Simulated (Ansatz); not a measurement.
YTe: energy above lowest point against volume scale

Results calculated with Ansatz 0.2.0, not measured. Free energy against uniform scaling of the volume at fixed shape and fractions; periodic cell, basis, potentials, k mesh and filling as listed.

The cell before it is scaled or strained (space group P-6m2, No. 187):
```
CELL_PARAMETERS angstrom
4.10910 0.00000 0.00000
-2.05450 3.55860 0.00000
0.00000 0.00000 4.06170
ATOMIC_POSITIONS crystal
Y 0.33333 0.66667 0.00000
Te 0.66667 0.33333 0.50000
```

Settings of every row: functional LDA; dispersion none; potentials PAW; wave cutoff 500 eV; density cutoff 2000 eV; k mesh 8x8x7; k shift 0x0x0; occupations cold; smearing width 0.05 eV; spin none.

Limits: coarse k mesh, up to 40 meV an atom off; minimum outside the range; no spin-orbit coupling, which can matter with elements this heavy; the cell comes from a prototype or a list of computed structures and needn't be the stable phase.

```
row  volume scale  V (Å³/atom)  energy above lowest point (meV/atom)
  1          0.94       27.915                                     0
  2          0.96       28.509                                   5.4
  3          0.98       29.102                                  15.7
  4             1       29.696                                     ?
  5          1.02        30.29                                  48.8
  6          1.04       30.884                                  70.6
  7          1.06       31.478                                  95.5
```

Question: what energy above lowest point should row 4 give?

Worked fit of energy above lowest point. Take u = (V_r/V)^(2/3) − 1 with V_r = 29.696 Å³ an atom, which is twice the finite (Eulerian) strain; such expansions in the strain, on which the Birch-Murnaghan equation of state is built, carry the rest volume and the bulk modulus. The shown rows have u = 0.04209, 0.02757, 0.01356, -0.01312, -0.02581, -0.03811. Least squares give energy above lowest point = 30.32 − 1246.2 × u + 12324 × u² + 3995 × u³ meV/atom; a parabola predicts inner rows, each left out in turn, worse (root mean square 0.096 against 0.035 meV/atom). All shown rows lie on it to the printed digit. The withheld row has u = 0, so the fit gives 30.32 − 1246.2 × (0) + 12324 × (0)² + 3995 × (0)³ = 30.3 meV/atom.

The calculation gave 30.3 meV/atom. The fit meets it to the printed digit.
